**Dielectric function of metallic Ga2O: Drude term against interband dispersion**

The table holds the imaginary and real parts of the independent-particle dielectric function of cubic antifluorite-type Ga2O from 0.1 to 7.9 eV, computed with plane-wave PAW and PBE, scalar-relativistic, without spin polarisation and with an undamped Drude term. The program compares the real part with a bare Drude formula, with Drude plus a constant background, and with Drude plus the Kramers–Kronig integral of the tabulated imaginary part and a power-law tail fixed by the sum rule. From 0.5 eV up the first two miss by about 7.6 rms and the third by 0.26, which is a consistency check because that relation is built into the calculation. The output shows that the fall near 3 eV is interband while the Drude term supplies its depth below zero. The loss function stays at or below about 0.11 at all four sign changes, so none is a sharp plasmon.

Independent-particle dielectric function of cubic Ga2O (Fm-3m, a = 5.957 Å), without local fields or excitons, from Ansatz 0.2.0 (PBE, scalar-relativistic plane-wave PAW, no spin polarisation, cutoff 420 eV, Fermi-Dirac smearing 0.15 eV). The k mesh is 12×12×12, and 20×20×20 for the optics, which use Gaussian broadening of 0.1 eV and an undamped Drude term.

## Script

```python
# Table: independent-particle dielectric function (imaginary and real part, xx) of metallic antifluorite Ga2O,
# Ansatz 0.2.0, plane-wave PAW, PBE, scalar-relativistic, undamped Drude term included.
# Tested: real part as (A) bare Drude, (B) Drude + constant background, (C) Drude + Kramers-Kronig of the imaginary part.
T = {
    'photon_energy': [0.1, 0.3, 0.5, 0.7, 0.9, 1.1, 1.3, 1.5, 1.7, 1.9, 2.1, 2.3, 2.5, 2.7, 2.9, 3.1, 3.3, 3.5, 3.7, 3.9, 4.1, 4.3, 4.5, 4.7, 4.9, 5.1, 5.3, 5.5, 5.7, 5.9, 6.1, 6.3, 6.5, 6.7, 6.9, 7.1, 7.3, 7.5, 7.7, 7.9],  # eV
    'dielectric_imaginary_xx': [17.7, 20.7, 19.3, 18.2, 18.1, 15.5, 13.9, 13.4, 13.6, 12.9, 13.3, 14.0, 14.9, 17.6, 17.1, 14.0, 11.8, 10.3, 9.41, 8.93, 9.26, 11.9, 12.2, 13.4, 11.7, 10.4, 7.36, 5.94, 5.51, 5.83, 6.06, 4.51, 4.12, 3.31, 2.36, 2.51, 2.21, 2.08, 1.82, 1.58],
    'dielectric_real_xx': [-938, -78.9, -16.2, -1.11, 3.0, 4.09, 5.68, 6.82, 6.88, 7.08, 7.45, 7.3, 7.02, 5.58, 0.82, -1.13, -1.02, -0.7, -0.03, 0.83, 2.33, 1.75, 0.51, -2.06, -3.6, -6.23, -5.96, -5.03, -3.86, -3.68, -4.22, -4.96, -4.1, -4.92, -3.75, -3.4, -3.17, -2.96, -2.87, -2.65],
}
import numpy as np
from scipy import constants as c
from scipy.interpolate import CubicSpline
E = np.array(T['photon_energy'], float)
e2 = np.array(T['dielectric_imaginary_xx'], float)
e1 = np.array(T['dielectric_real_xx'], float)
# further outputs of the same run: Drude energy^2 (eV^2), interband f-sum, static interband value without/with unsolved bands, cell volume
wp2, nint, s0, s1, V = 9.869069, 8.871584, 59.068876, 59.222717, 3*17.61593
w1 = (c.hbar/c.e)**2*c.e**2/(c.epsilon_0*c.m_e*V*1e-30)  # eV^2 for one free electron per cell
h = 0.002
g = (np.arange(100000)+0.5)*h  # midpoints, symmetric about each row: principal value
ins = g < E[-1]
X, Y = np.r_[0, E], np.r_[0, e2]
ntab = (g*np.interp(g, X, Y))[ins].sum()*h*2/np.pi/w1
p = 2+e2[-1]*E[-1]**2*2/np.pi/w1/(nint-ntab)
tail = e2[-1]*(E[-1]/g)**p
lin = np.where(ins, np.interp(g, X, Y), tail)
spl = np.where(ins, CubicSpline(X, Y)(np.minimum(g, E[-1])), tail)
part = lambda x, y, lo=0, hi=1e9: 2/np.pi*h*(g*y/(g*g-x*x))[(g > lo) & (g < hi)].sum()
kk = lambda y: np.array([1+s1-s0+part(x, y) for x in E])
D = -wp2/E**2
rem, K, Ks = e1-D, kk(lin), kk(spl)
loss = e2/(e1**2+e2**2)
eb = rem.mean()
two = (e1[1]-e1[0])/(1/E[0]**2-1/E[1]**2)
print(f"Ep {wp2**.5:.2f} eV = {wp2/w1:.3f} free e/cell; Ep^2 from rows 0.1, 0.3: {two:.2f} vs run {wp2:.2f} eV^2 ({100*(two/wp2-1):+.1f} %)")
print(f"interband weight: {ntab:.2f} e/cell up to 7.9 eV, run total {nint:.2f}; tail exponent {p:.2f}")
print(f"static interband value: integral {1+s1-s0+part(0, lin):.1f}, run {s1:.1f}")
print("E/eV Drude rem=e1-Drude KK rem-KK loss (two rows per line)")
f = lambda i: f"{E[i]:.1f} {D[i]:7.2f} {rem[i]:6.2f} {K[i]:6.2f} {rem[i]-K[i]:5.2f} {loss[i]:.3f}"
for i in range(20):
    print(f(i), "|", f(i+20))
m = E > 0.4  # rows 0.1 and 0.3 lie within three broadening widths of zero; reported apart
print(f"B: background {eb:.2f} (all rows), zero {(wp2/eb)**.5:.2f} eV; with static value zero {(wp2/s1)**.5:.2f} eV")
rms = {}
for n, b in (("A bare", 1+0*E), ("B constant", eb+0*E), ("C linear", K), ("C spline", Ks)):
    r = rem-b
    rms[n] = np.sqrt((r[m]**2).mean())
    w = np.argmax(np.abs(r)*m)
    print(f"{n}: rms(E>=0.5) {rms[n]:.2f}, worst {r[w]:+.2f} at {E[w]:.1f}; 0.1: {r[0]:+.1f}, 0.3: {r[1]:+.1f}; signs right {int((np.sign(b+D) == np.sign(e1)).sum())}/40")
print(f"linear vs spline rms {np.sqrt(((K-Ks)[m]**2).mean()):.2f}; rounding of e1: 0.5 (0.1), 0.05 (0.3, 0.5), 0.005 (rest)")
for i in np.where(e1[:-1]*e1[1:] < 0)[0]:
    x = E[i]-e1[i]*(E[i+1]-E[i])/(e1[i+1]-e1[i])
    y = np.interp(x, E, e2)
    print(f"e1 = 0 near {x:.2f} eV: e2 {y:.1f}, loss {1/y:.3f}, Drude {-wp2/x**2:.2f}")
print("remainder changes sign after rows:", [float(E[i]) for i in np.where(rem[:-1]*rem[1:] < 0)[0]])
ix = lambda x: int(np.argmin(abs(E-x)))
for a, b in ((2.5, 3.1), (4.1, 5.1)):
    i, j = ix(a), ix(b)
    print(f"{a}->{b} eV: e1 {e1[j]-e1[i]:+.2f}, Drude {D[j]-D[i]:+.2f}, remainder {rem[j]-rem[i]:+.2f}, KK {K[j]-K[i]:+.2f}")
print("e2 maxima at", [float(E[i]) for i in range(1, 39) if e2[i] > max(e2[i-1], e2[i+1])], "eV")
print("steepest e1 falls:", [f"{E[i]:.1f}->{E[i+1]:.1f}: {np.diff(e1)[i]:.2f}" for i in np.argsort(np.diff(e1))[:4]])
print("KK parts from e2 in 0-1.9, 1.9-3.9, 3.9-7.9 eV, tail:")
for x in (0.7, 3.1, 5.1, 6.9):
    print(f"  at {x} eV:", " ".join(f"{part(x, lin, a, b):+.2f}" for a, b in ((0, 1.9), (1.9, 3.9), (3.9, 7.9), (7.9, 1e9))))
print(f"largest loss {loss.max():.3f} at {E[loss.argmax()]:.1f} eV")
assert abs(two/wp2-1) < 0.05
assert e1[ix(3.1)] < e1[ix(2.5)] and D[ix(3.1)] > D[ix(2.5)]
assert rms["C linear"] < 0.5*min(rms["A bare"], rms["B constant"])
assert loss.argmax() == len(E)-1
```

It prints:

```
Ep 3.14 eV = 0.378 free e/cell; Ep^2 from rows 0.1, 0.3: 9.66 vs run 9.87 eV^2 (-2.1 %)
interband weight: 5.79 e/cell up to 7.9 eV, run total 8.87; tail exponent 2.78
static interband value: integral 55.9, run 59.2
E/eV Drude rem=e1-Drude KK rem-KK loss (two rows per line)
0.1 -986.91  48.91  48.49  0.42 0.000 | 4.1   -0.59   2.92   2.83  0.09 0.102
0.3 -109.66  30.76  31.69 -0.93 0.003 | 4.3   -0.53   2.28   2.48 -0.19 0.082
0.5  -39.48  23.28  23.57 -0.30 0.030 | 4.5   -0.49   1.00   0.94  0.06 0.082
0.7  -20.14  19.03  19.23 -0.20 0.055 | 4.7   -0.45  -1.61  -1.23 -0.38 0.073
0.9  -12.18  15.18  15.37 -0.19 0.054 | 4.9   -0.41  -3.19  -3.57  0.38 0.078
1.1   -8.16  12.25  12.50 -0.26 0.060 | 5.1   -0.38  -5.85  -5.12 -0.73 0.071
1.3   -5.84  11.52  11.65 -0.13 0.062 | 5.3   -0.35  -5.61  -5.55 -0.06 0.082
1.5   -4.39  11.21  11.27 -0.07 0.059 | 5.5   -0.33  -4.70  -4.54 -0.17 0.098
1.7   -3.41  10.29  10.47 -0.18 0.059 | 5.7   -0.30  -3.56  -3.60  0.05 0.122
1.9   -2.73   9.81   9.90 -0.09 0.060 | 5.9   -0.28  -3.40  -3.29 -0.11 0.123
2.1   -2.24   9.69   9.76 -0.07 0.057 | 6.1   -0.27  -3.95  -4.01  0.06 0.111
2.3   -1.87   9.17   9.27 -0.11 0.056 | 6.3   -0.25  -4.71  -4.38 -0.33 0.100
2.5   -1.58   8.60   8.75 -0.15 0.055 | 6.5   -0.23  -3.87  -4.16  0.30 0.122
2.7   -1.35   6.93   6.46  0.47 0.052 | 6.7   -0.22  -4.70  -4.14 -0.56 0.094
2.9   -1.17   1.99   2.48 -0.48 0.058 | 6.9   -0.21  -3.54  -3.56  0.01 0.120
3.1   -1.03  -0.10   0.21 -0.31 0.071 | 7.1   -0.20  -3.20  -3.03 -0.18 0.141
3.3   -0.91  -0.11  -0.10 -0.01 0.084 | 7.3   -0.19  -2.98  -2.85 -0.13 0.148
3.5   -0.81   0.11   0.22 -0.11 0.097 | 7.5   -0.18  -2.78  -2.66 -0.13 0.159
3.7   -0.72   0.69   0.81 -0.12 0.106 | 7.7   -0.17  -2.70  -2.51 -0.20 0.158
3.9   -0.65   1.48   1.64 -0.16 0.111 | 7.9   -0.16  -2.49  -2.27 -0.22 0.166
B: background 4.35 (all rows), zero 1.51 eV; with static value zero 0.41 eV
A bare: rms(E>=0.5) 7.55, worst +22.28 at 0.5; 0.1: +47.9, 0.3: +29.8; signs right 9/40
B constant: rms(E>=0.5) 7.64, worst +18.93 at 0.5; 0.1: +44.6, 0.3: +26.4; signs right 15/40
C linear: rms(E>=0.5) 0.26, worst -0.73 at 5.1; 0.1: +0.4, 0.3: -0.9; signs right 39/40
C spline: rms(E>=0.5) 0.23, worst -0.65 at 5.1; 0.1: -1.0, 0.3: +0.7; signs right 39/40
linear vs spline rms 0.12; rounding of e1: 0.5 (0.1), 0.05 (0.3, 0.5), 0.005 (rest)
e1 = 0 near 0.75 eV: e2 18.2, loss 0.055, Drude -17.36
e1 = 0 near 2.98 eV: e2 15.8, loss 0.063, Drude -1.11
e1 = 0 near 3.71 eV: e2 9.4, loss 0.106, Drude -0.72
e1 = 0 near 4.54 eV: e2 12.4, loss 0.080, Drude -0.48
remainder changes sign after rows: [2.9, 3.3, 4.5]
2.5->3.1 eV: e1 -8.15, Drude +0.55, remainder -8.70, KK -8.54
4.1->5.1 eV: e1 -8.56, Drude +0.21, remainder -8.77, KK -7.95
e2 maxima at [0.3, 1.7, 2.7, 4.7, 6.1, 7.1] eV
steepest e1 falls: ['2.7->2.9: -4.76', '4.9->5.1: -2.63', '4.5->4.7: -2.57', '2.9->3.1: -1.95']
KK parts from e2 in 0-1.9, 1.9-3.9, 3.9-7.9 eV, tail:
  at 0.7 eV: +7.74 +6.72 +3.25 +0.36
  at 3.1 eV: -2.23 -4.66 +5.55 +0.40
  at 5.1 eV: -0.72 -2.91 -3.13 +0.49
  at 6.9 eV: -0.38 -1.25 -3.83 +0.75
largest loss 0.166 at 7.9 eV
```
